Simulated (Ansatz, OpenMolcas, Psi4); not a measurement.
## A ladder of methods for Si2NH7 (SMILES [SiH3]N[SiH3])

Si2NH7: 10 atoms, total charge 0, spin state singlet. SMILES: `[SiH3]N[SiH3]`. The shape is that of a PBE0-D4/def2-TZVP optimisation.

Quantity: the HOMO–LUMO gap, in eV. The values are calculated.

| level | kind | program | value (eV) | CPU time |
| --- | --- | --- | --- | --- |
| HF/6-31G* (spherical functions) | Hartree–Fock | OpenMolcas | 14.21 | 3.5 s |
| BLYP/6-31G* (spherical functions) | GGA | Ansatz | 5.46 | 2.4 s |
| PBE/6-31G* (spherical functions) | GGA | Psi4 | 5.44 | 22 s |
| M06-L/6-31G* (spherical functions) | meta-GGA | Psi4 | 6.44 | 34 s |
| TPSS/6-31G* (spherical functions) | meta-GGA | OpenMolcas | 5.83 | 24 s |
| r2SCAN0/6-31G* (spherical functions) | hybrid meta-GGA | Ansatz | 8.19 | 4.9 s |
| B3LYP/6-31G* (Cartesian functions) | global hybrid | OpenMolcas | 7.21 | 21 s |
| CAM-B3LYP/6-31G* (spherical functions) | range-separated hybrid | Psi4 | 10.06 | 20 s |

The values span 5.44 to 14.21 eV. Orbital gaps aren't excitation energies; they tend to grow with the share of exact exchange. Times are those of the runs behind each value, whatever else they computed, on shared processors of several kinds: orders of magnitude only.

The gap of disilazane depends strongly on the treatment of exchange: PBE and BLYP nearly coincide at 5.44 and 5.46 eV, while Hartree–Fock gives 14.21 eV. In Hartree–Fock, an occupied orbital is freed from its own repulsion by exchange, whereas an empty orbital feels the field of all the electrons; this pushes the two levels apart. A semilocal potential makes no such distinction. CAM-B3LYP lies well above B3LYP because its larger share of exact exchange at long range acts strongly on the frontier levels. Exact exchange isn't the only influence, however, since M06-L opens the gap to 6.44 eV without any.

The HOMO is probably mainly the nitrogen lone pair, and the LUMO an antibonding combination with silicon and hydrogen character. With no diffuse functions in the basis, the empty level is confined artificially, so the larger gaps in particular can't be taken as converged estimates of the difference between ionisation energy and electron affinity.
